Gallium is the row that looks wrong. One proton and one electron more than zinc shrink the 4s orbital by 14.1%, while the same step shrinks it by 3.6% from Cd to In and by 1.7% from Hg to Tl. The 2s orbital shows no such jump: it contracts by 3.6, 2.2 and 1.3% in the three steps. The reason is that the label 4s names the valence shell in Zn and Ga and a buried core shell in the other four atoms.

Neutral Zn, Cd, Hg, Ga, In and Tl atoms, computed with B-spline radial code 1 in non-relativistic Hartree-Fock at the basis-set limit, with a spherical atom, an average over the configuration and a point nucleus. ε is the eigenvalue and <r> the mean radius of the occupied 2s and 4s orbitals.

| species | Z | configuration | ε(2s) (eV) | ε(4s) (eV) | ε(4s) − ε(2s) (eV) | <r>(2s) (bohr) | <r>(4s) (bohr) | <r>(4s)/<r>(2s) |
| --- | --- | --- | --- | --- | --- | --- | --- | --- |
| Zn | 30 | [Ar] 3d10 4s2 | -1207.14 | -7.95952 | 1199.18 | 0.22877 | 2.8977 | 12.666 |
| Cd | 48 | [Kr] 4d10 5s2 | -3864.20 | -121.105 | 3743.10 | 0.13713 | 0.91413 | 6.6663 |
| Hg | 80 | [Xe] 4f14 5d10 6s2 | -12809.4 | -695.887 | 12113.5 | 0.079615 | 0.43929 | 5.5176 |
| Ga | 31 | [Ar] 3d10 4s2 4p1 | -1310.73 | -11.5537 | 1299.18 | 0.22063 | 2.4889 | 11.281 |
| In | 49 | [Kr] 4d10 5s2 5p1 | -4065.26 | -135.423 | 3929.83 | 0.13413 | 0.88130 | 6.5707 |
| Tl | 81 | [Xe] 4f14 5d10 6s2 6p1 | -13185.6 | -731.536 | 12454.0 | 0.078582 | 0.43194 | 5.4967 |

Here $\varepsilon$ is the Hartree-Fock eigenvalue of an orbital, $\langle r\rangle$ its mean radius and $Z$ the nuclear charge. All s shells are closed in every row, so the conventional mixing among closed shells brings no jump between rows, and the lone p electron of group 13 gives a single term, so the configuration average mixes nothing.

**Zinc, and the picture for all rows.** An electron is held at its radius by the charge enclosed within it. A 2s electron has the two 1s electrons and part of its seven shell-mates inside it, so it feels nearly the whole nucleus. The 4s electron of zinc lies mostly outside 28 others. Treat each as a hydrogen-like $ns$ orbital in a charge $Z_r = Z-\sigma$, with $\sigma$ the screening. Then $\langle r\rangle = 3n^2/(2Z_r)$ bohr, which is $6/Z_r$ for 2s and $24/Z_r$ for 4s, and

$$\frac{\langle r\rangle(4s)}{\langle r\rangle(2s)} = 4\,\frac{Z-\sigma_{2s}}{Z-\sigma_{4s}} .$$

Reading each radius backwards gives $\sigma_{2s}$ between 3.77 and 4.65 and $\sigma_{4s}$ between 21.36 and 25.44; the rounding of the table moves these by less than 0.002. In zinc the 4s charge is 8.28 against 26.23 for 2s, hence the ratio of 12.67. Since $\sigma_{4s}$ exceeds $\sigma_{2s}$, the ratio lies above 4 and falls toward it as $Z$ outgrows both screenings. The table shows the fall, monotonic when the six rows are ordered by $Z$. The limit of 4 comes from theory and is not reached.

**Zinc to cadmium.** The 4s radius shrinks by a factor 3.17 and the 2s radius by 1.67, because 18 added protons triple a small net charge but raise a large one by only two thirds. One constant $\sigma$ per shell, fitted to all six rows by least squares in the relative error of the radius, gives $\sigma_{2s}=3.97$ and $\sigma_{4s}=21.64$. For cadmium, which was part of the fit, the net charges are $48-3.97=44.03$ and $48-21.64=26.36$. The radii follow as $6/44.03=0.136$ and $24/26.36=0.910$ bohr, and the ratio as $4\times 44.03/26.36=6.68$, against 6.67 in the table.

The agreement should not be read as constant screening. Cadmium has sixteen more electrons with $n=4$ than zinc, and its 4p shell, with a mean radius 1.07 times that of 4s in the same calculation, must screen in part. Yet $\sigma_{4s}$ moves only from 21.72 to 21.75. Some other change must offset the new screening by 4p and 4d, and these numbers do not identify it. Neither value is a true count of the enclosed charge. In cadmium the 28 electrons with $n\le 3$ have mean radii of at most 0.37 bohr, well inside the 0.91 bohr of 4s, yet $\sigma_{4s}$ is below 22. The 4s orbital has inner lobes that dip into this core, and the formula folds their effect into $\sigma$.

The fifteenfold deepening of $\varepsilon(4s)$, from −7.96 to −121.1 eV, is not a valence trend either. The outermost s levels of the same calculations hardly move (−7.96, −7.21 and −7.10 eV for Zn 4s, Cd 5s and Hg 6s), and their radius relative to 2s rises from 12.7 through 23.6 to 41.8, opposite to the printed ratio.

**Cadmium to mercury.** Both orbitals are now core, and their shrink factors come closer, 2.08 for 4s and 1.72 for 2s. Constant screening fails here: it puts the 4s radius 6.4% below the table value for both Hg and Tl, and the mercury ratio at 5.21 instead of 5.52. The screening of 4s has risen by 3.62 while that of 2s rose by 0.39. The orbitals of the same run show where the extra charge sits. The fourteen 4f electrons have their maximum at 0.88 of the 4s maximum, and the 4d shell has moved in from 1.37 times the 4s mean radius in Cd to 1.03 in Hg. The shells of $n=4$ draw together as the nuclear charge comes to dominate, and more of the 4p and 4d charge then screens 4s. These shifts are the likely source of the rise, but one number cannot be split between them, and part of it may come from the formula itself, since $\sigma$ is no direct count of charge. The slow rise of $\sigma_{2s}$ has at least two possible sources: the inner lobes of more and more outer electrons, and the 2p shell, which moves inward relative to 2s in the same calculations.

**The energy columns along these rows.** The difference $\varepsilon(4s)-\varepsilon(2s)$ grows 10.1-fold from Zn to Hg and is almost wholly the depth of 2s; both orbitals are full, so it is no excitation energy. For a bare nucleus $\varepsilon=-Z^2/(2n^2)$ hartree and the 4s level would be 25% as deep as 2s. The table gives 0.66% in Zn, 3.13% in Cd and 5.43% in Hg, so the energies are much further from the hydrogenic limit than the radii. A spherical shell of charge outside an electron exerts no force on it and leaves its radius alone, but lifts its potential energy by a constant, $N\langle 1/r\rangle$ for $N$ electrons. Accordingly, in every row the 2s screening read from the energy exceeds that read from the radius, for mercury 18.63 against 4.64. The same order holds for 4s, but in zinc no shell lies outside it, and there the excess comes from the misfit of the $n=4$ formula described under gallium.

The size of this lift can be checked for 2s with no fitted parameter, summing $N\langle 1/r\rangle$ over all shells with $n\ge 3$ from the same calculations. In cadmium the radius implies $-43.75^2/8=-239.3$ hartree, and the outer shells add 89.6, giving −149.7 against the computed −142.0, too deep by 5.4% of the latter. The outer charge supplies 76 and 78% of the needed lift in Zn and Ga, 92 and 93% in Cd and In, and all of it in Hg. The same sum, done outside the program, gives all of it in Tl too. The estimate omits the part of the $n=2$ shell lying outside the electron and counts the $n=3$ charge as fully outside although it penetrates. These errors have opposite signs, so the match for mercury is probably a cancellation.

**Gallium.** Constant screening predicts a 4s contraction of 10.7% from Zn, most of the computed 14.1%, simply because one proton matters more to a small net charge. The rest shows in $Z_r(4s)$, which gains 1.36 for one proton, more than any fixed screening allows. The standard description of a penetrating valence orbital offers a reason, which is argued here and not tested. Its outer lobe moves in a small residual charge $z$ with an effective quantum number $n^*$ well below 4, so $\langle r\rangle\approx 3n^{*2}/(2z)$ and $24/\langle r\rangle\approx(4/n^*)^2 z$. A gain in $z$ of less than one, the new 4p electron lying mostly outside 4s, is thus magnified, though a rise of $n^*$ with the core charge takes back part of the gain. So $Z_r$ is bookkeeping, most of all for valence 4s: in zinc it reads 8.28, while the outer lobe, with 28 other electrons mostly inside it, is held by a net charge of only about 2 or less.

**Indium and thallium.** Here the added electron goes far outside 4s, and $Z_r(4s)$ gains 0.98 and 0.93, close to one, so the radius falls by roughly $1/Z_r$ in relative terms. One added proton thus makes a small step for a core orbital and a large one for a valence orbital. The 5s orbital, which is the valence s shell in Cd and In, bears this out: its mean radius falls by 12.1% between them in the same calculations. Over all six rows the two-constant model misses the tabulated ratio by 3.4% rms, worst for Tl. Slater's rules with nodeless orbitals, which have nothing fitted to this table, miss by 29%; their near match for Cd and In comes from errors of about −17% in both radii.

The heavy rows are values of a non-relativistic model. With $\alpha$ the fine-structure constant, $(Z\alpha)^2$ is 0.048 for Zn but 0.34 for Hg, and relativity contracts and deepens s orbitals by amounts that grow with this quantity. The valence shell shows what is lost. The measured first ionisation energy falls from Zn to Cd but rises at Hg to the highest of the three, while the one computed in the same calculations falls all the way. It is too low in all three atoms, where correlation is missing as well, and the much larger shortfall in mercury is expected to come mainly from relativity. The flat valence levels and the limit of 4 both belong to this Hamiltonian.
